## The Curl relation as an inverse problem: spin-rotation constants and $g_\perp$ of AlO X $^2\Sigma^+$

### Conventions

In a $^2\Sigma$ state the fine structure and the spin Zeeman effect are represented by the effective Hamiltonian

$$H_{\rm eff}=B\mathbf N^2+\gamma\,\mathbf N\cdot\mathbf S+\mu_B\left[g_\parallel \mathcal B_zS_z+g_\perp(\mathcal B_xS_x+\mathcal B_yS_y)\right].$$

Here $z$ is the internuclear axis, $\mathbf N=\mathbf J-\mathbf S$, angular momenta are in units of $\hbar$, $\boldsymbol{\mathcal B}$ is the magnetic field, and $g_e=+2.002319$. Since $\Lambda=0$, $N_z=0$ and $\mathbf N\cdot\mathbf S$ holds perpendicular components only. The electronic orbital angular momentum $\mathbf L$ is referred to the centre of mass of the nuclei, and the same point serves as gauge origin of the field. Energies are in cm$^{-1}$ or MHz.

### One second-order sum for two constants

At fixed bond length the rotational energy is $B(\mathbf N-\mathbf L)_\perp^2$, with cross term $-2B\,\mathbf N\cdot\mathbf L$. The orbital Zeeman term is $\mu_B\boldsymbol{\mathcal B}\cdot\mathbf L$. Both contain the same electronic operator:

$$V_L=\mathbf L_\perp\cdot\left(\mu_B\boldsymbol{\mathcal B}-2B\,\mathbf N\right).$$

$V_L$ is free of spin, so it connects the $^2\Sigma^+$ state $|0\rangle$ to $^2\Pi$ states $|n\rangle$ only. Between two doublets the spin-orbit operator can be written $\mathbf Z\cdot\mathbf S$, with $\mathbf Z$ a spatial axial vector (Wigner-Eckart theorem in spin space). For real wave functions the elements of $L_x$ and $Z_x$ are both imaginary, and their product is real. The second-order cross term of $V_L$ with spin-orbit coupling is then

$$H^{(2)}=\Delta g^{(2)}\left(\mu_B\boldsymbol{\mathcal B}-2B\,\mathbf N\right)_\perp\cdot\mathbf S,\qquad \Delta g^{(2)}=-2\sum_{n}\frac{\langle0|L_x|n\rangle\langle n|Z_x|0\rangle}{E_n-E_0}.$$

Comparison with $H_{\rm eff}$ gives $\gamma^{(2)}=-2B\,\Delta g^{(2)}$. If nothing else contributed,

$$g_\perp-g_e=-\frac{\gamma}{2B},$$

which is Curl's relation (1965). It requires no assumption about the number or nature of the $\Pi$ states.

Van Vleck's pure precession is a much stronger assumption: $|0\rangle$ and a single $\Pi$ state are the $m_l=0$ and $\pm1$ components of one angular momentum $l$, and $\mathbf Z=A\mathbf L$ with $A$ the signed spin-orbit constant of that $\Pi$ state. Then $\langle0|L_x^2|0\rangle=l(l+1)/2$, and for $l=1$

$$\Delta g^{(2)}=-\frac{2A}{\Delta},\qquad \gamma=\frac{4AB}{\Delta},\qquad \Delta=E_\Pi-E_\Sigma .$$

An inverted $\Pi$ state ($A<0$) above the $\Sigma$ state makes $\gamma$ negative and raises $g_\perp$; a regular one does the opposite.

### What the relation leaves out

Let $\delta=(g_\perp-g_e)+\gamma/2B$ at fixed bond length. Three kinds of term enter it.

*Kinetic-energy correction.* The Dirac energy of a free electron depends on $\pi^2+e\hbar\,\boldsymbol\sigma\cdot\boldsymbol{\mathcal B}$, and its expansion multiplies the spin Zeeman term by $1-T/m_ec^2$. Hence $\Delta g=-2\alpha^2\langle T\rangle/E_h$ for the unpaired electron, or $-1.1\times10^{-4}$ for an assumed $\langle T\rangle=1\,E_h$. It has no partner in $\gamma$.

*First-order terms.* The gauge correction to $g$ and the first-order $\gamma^{(1)}/2B$, due to the magnetic field of the rotating nuclei, are each $\alpha^2=5.3\times10^{-5}$ times expectation values of order one in atomic units.

*Higher order in spin-orbit coupling.* Within the exact Kramers doublet let $\mathbf L_\perp\to\lambda\tilde{\mathbf S}_\perp$ and $\mathbf S_\perp\to\sigma\tilde{\mathbf S}_\perp$. The term $-2B\,\mathbf J\cdot(\mathbf L+\mathbf S)_\perp$ must match $-(2B-\gamma)\,\mathbf J\cdot\tilde{\mathbf S}_\perp$, so $\lambda+\sigma=1-\gamma/2B$, while $g_\perp=\lambda+g_e\sigma$. This part of $\delta$ is therefore $(g_e-1)(\sigma-1)$. A $\Pi_{1/2}$ admixture of weight $c^2$ gives $\sigma=1-c^2$, and in pure precession $c^2\simeq A^2/2\Delta^2$.

These terms are near $10^{-4}$. They are negligible when $|\Delta g^{(2)}|\sim10^{-2}$, but not when the sum over $\Pi$ states nearly cancels.

### The data

The X state of AlO has the leading configuration $\ldots2\pi^47\sigma^1$. The low-lying inverted A $^2\Pi$ state arises from $2\pi\to7\sigma$, which leaves a hole mainly in O $2p\pi$, and regular $\Pi$ states from $7\sigma\to$ Al $3p\pi$ lie much higher. The A state has the longer bond, so the vertical A–X gap closes as the bond stretches: $\Delta(\xi)=\Delta_e(1-d\,\xi+\ldots)$ with $\xi=(R-R_e)/R_e$ and $R_e$ the X-state bond length.

Every entry below is assumed: the values are made for the exercise, rounded as data are, and placed near typical values for $^{27}$Al$^{16}$O. The first group is what fits to gas-phase spectra, with the hyperfine structure included, would yield; the second is what a calculation of the two potential curves would yield.

| quantity | value |
|---|---|
| $B_0$, $B_1$ | 0.6385, 0.6327 cm$^{-1}$ |
| $\omega_e$ | 979 cm$^{-1}$ |
| $\gamma_0$ | $51.9\pm0.1$ MHz |
| $\gamma_1$ | $16.3\pm0.3$ MHz |
| $g_\perp(v=0)$ | $2.00090\pm0.00010$ |
| $A$ (A state) | $-128\pm1$ cm$^{-1}$ |
| $\Delta_e$ | $7700\pm300$ cm$^{-1}$ |
| $d$ | 7.4 |
| $\kappa_0$, $\kappa_1$ | 1.047, 1.168; difference $\pm0.010$ |

The kernels $\kappa_v$ carry the vibrational structure of the A–X denominator,

$$\kappa_v=\frac{\Delta_e}{B_v}\sum_{v'}\frac{\langle v|B(R)|v'\rangle\langle v'|v\rangle}{E_{{\rm A},v'}-E_{{\rm X},v}},$$

with $|v\rangle$ and $|v'\rangle$ vibrational functions of X and A. When the gap is large against the vibrational quanta, $\kappa_v\simeq\langle B(\xi)\,\Delta_e/\Delta(\xi)\rangle_v/B_v$, which grows with $v$ because higher levels sample longer bonds.

Pure precession with the A state fails at once. It gives $\gamma=4AB_0/\Delta_e=-0.0425$ cm$^{-1}$, or $-1273$ MHz, and $\Delta g=+0.0332$: the wrong sign, and about 25 times the size of $\gamma_0$.

### The model and its unknowns

Write the A-state matrix-element product as $\langle0|L_x|{\rm A}\rangle\langle {\rm A}|Z_x|0\rangle=fA$, so that $f=1$ is pure precession, and let $f$ be independent of $R$. Collect all higher $\Pi$ states, together with $-\gamma^{(1)}/2B$ and the small higher-order terms of $\gamma$, in one constant $x_h$, since their large denominators vary slowly. With $x_A=-2fA/\Delta_e$, the A-state shift at $R_e$,

$$y_v\equiv-\frac{\gamma_v}{2B_v}=x_A\kappa_v+x_h .$$

The unknowns are $x_A$ (or $f$), $x_h$ and the remainder $\delta$. The data that determine them are $\gamma_0$, $\gamma_1$ and $g_\perp$.

### Inversion

In MHz, $2B_0=38283$ and $2B_1=37936$, so

$$y_0=-1.356\times10^{-3},\qquad y_1=-0.430\times10^{-3}.$$

The two linear equations have determinant $\kappa_0-\kappa_1\neq0$ and one solution:

$$x_A=\frac{y_1-y_0}{\kappa_1-\kappa_0}=\frac{0.926\times10^{-3}}{0.121}=7.65\times10^{-3},$$

$$x_h=y_0-x_A\kappa_0=(-1.356-8.01)\times10^{-3}=-9.37\times10^{-3},$$

$$f=-\frac{x_A\Delta_e}{2A}=0.23 .$$

In terms of the spin-rotation constant, the A state contributes $-2B_0x_A\kappa_0=-307$ MHz to $\gamma_0$ and the remainder $-2B_0x_h=+359$ MHz. The signs are those expected of an inverted low state and regular high states. A value $f<1$ is natural when the $7\sigma$ orbital is only partly O $2p\sigma$, the rest being Al $3s3p$ hybrid with little coupling to the oxygen $\pi$ hole.

The third unknown needs the vibrational form of Curl's relation. The spin-rotation constant averages the product $B\,\Delta g$, and the $g$ factor averages $\Delta g$ alone:

$$-\tfrac12\gamma_v=B_v\langle\Delta g\rangle_v+{\rm cov}_v(B,\Delta g).$$

To leading order $\langle\xi^2\rangle_v=m_2(v+\tfrac12)$ with $m_2=2B/\omega_e=1.304\times10^{-3}$, where $B_0$ stands for $B_e$. The slopes are $dB/d\xi=-2B$ and $d\Delta g/d\xi=x_Ad$, and the variance of $\xi$ in $v=0$ is $m_2/2$, so ${\rm cov}_0=-B\,x_Ad\,m_2$. Then

$$\langle\Delta g\rangle_0=y_0+x_Ad\,m_2=(-1.356+0.07)\times10^{-3}=-1.28\times10^{-3}.$$

The datum is $g_\perp-g_e=-1.42\times10^{-3}$, and therefore

$$\delta=-1.4\times10^{-4}.$$

The plain relation, $g_\perp-g_e\simeq y_0$, would have left only $-0.6\times10^{-4}$, because the vibrational term and $\delta$ have opposite signs. The inferred $\delta$ has the order of the terms listed above. The spin-quenching part from the A state would be $-A^2/2\Delta_e^2=-1.4\times10^{-4}$ in pure precession and about $-3\times10^{-5}$ if the $L_x$ and $Z_x$ elements were each reduced by $\sqrt f$. The data fix only the product of these elements, so $\delta$ cannot be divided among its sources.

### How errors carry through

The uncertainties of $\gamma_0$ and $\gamma_1$ become $2.6\times10^{-6}$ in $y_0$ and $7.9\times10^{-6}$ in $y_1$, together $8.3\times10^{-6}$, or 0.9 per cent of $y_1-y_0$; the last-digit rounding of $B_v$ is negligible beside this. The kernel difference is uncertain by 8 per cent and dominates. Thus $x_A=(7.7\pm0.6)\times10^{-3}$ and $x_h=(-9.4\pm0.7)\times10^{-3}$. These two errors are almost fully anticorrelated, since $x_A\kappa_0+x_h$ is pinned to $2.6\times10^{-6}$. For $f$, the gap adds 3.9 per cent and $A$ adds 0.8 per cent. Treated as independent (the kernels and the gap come from the same curves, so this is a simplification), the total is 9 per cent, and $f=0.23\pm0.02$. For $\delta$ the error of $g_\perp$ passes through unchanged and the other contributions are below $10^{-5}$, so $\delta=(-1.4\pm1.0)\times10^{-4}$, which does not differ significantly from zero.

The forward problem is worse conditioned than the inverse one. Because $|\gamma_A|/\gamma_0=5.9$, a 10 per cent change of the A-state term alone moves $\gamma_0$ by 31 MHz, more than half its value. A calculation of $\gamma_0$ or $g_\perp$ for this state needs each part to a few per cent.

### Uniqueness

Two points limit what the solution means.

First, $\gamma_0$ and $g_\perp$ are not independent information on the $\Pi$ states. By Curl's relation both report the same sum $x_A\kappa_0+x_h$, and with these two data alone any $x_A$ is allowed. Their comparison yields $\delta$ and nothing else. The separation of $x_A$ from $x_h$ rests wholly on the change of $\gamma$ with $v$.

Second, that separation is unique only for constant $f$. Let $f\to f(1+\eta\xi)$. Then $\kappa_v\to\kappa_v+\eta\,\ell\,(v+\tfrac12)$ to leading order. The expansion $\xi(1+\xi)^{-2}(1+d\xi)=\xi+(d-2)\xi^2+\ldots$ gives $\ell=m_1+(d-2)m_2$, where $\langle\xi\rangle_v=m_1(v+\tfrac12)$. From $B_v=B_e(1-2\langle\xi\rangle+3\langle\xi^2\rangle)$ follows $m_1=\tfrac32m_2+(B_0-B_1)/2B=6.50\times10^{-3}$, and $\ell=0.0135$. The two spin-rotation constants are now reproduced exactly along the whole family

$$x_A(\eta)=\frac{y_1-y_0}{\kappa_1-\kappa_0+\eta\,\ell}.$$

| $\eta$ | $10^3x_A$ | $f$ | $10^3x_h$ | $10^5x_A(d+\eta)m_2$ |
|---|---|---|---|---|
| $-3$ | 11.5 | 0.35 | $-13.2$ | 7 |
| 0 | 7.7 | 0.23 | $-9.4$ | 7 |
| $+3$ | 5.7 | 0.17 | $-7.5$ | 8 |

A slope $|\eta|=3$, a change of the coupling by three tenths over a stretch of one tenth, shifts $f$ by several times its propagated error. The last column is the vibrational term in $\langle\Delta g\rangle_0$, and it shows that $\delta$ hardly moves along the family, so $g_\perp$ cannot select $\eta$, and $\delta$ is robust against it. A slope in the high-state term matters less: $x_h(1+\eta_h\xi)$ changes $y_1-y_0$ by $x_h\eta_h(m_1-2m_2)$, which is 4 per cent of it for $|\eta_h|=1$. To fix $\eta$ one needs independent information, such as computed $L_x$ and spin-orbit elements along $R$, or the $\Lambda$-doubling of the A state, which contains the same product but samples it at the longer A-state bond length, with a smaller gap and with contributions from other $\Sigma$ states.

The numbers $f=0.23\pm0.02$, $x_h=-9.4\times10^{-3}$ and $\delta=-1.4\times10^{-4}$ are the model's, not properties of AlO. The inputs were chosen to reproduce the typical behaviour of the X state, a $\gamma_0$ near 50 MHz that falls by some tens of MHz per vibrational quantum, so the match to that behaviour tests nothing. What carries over is the structure: Curl's relation survives the cancellation between the $\Pi$ states to within a part of order $10^{-4}$ in $g_\perp$, about a tenth of the shift here, while pure precession does not survive it at all.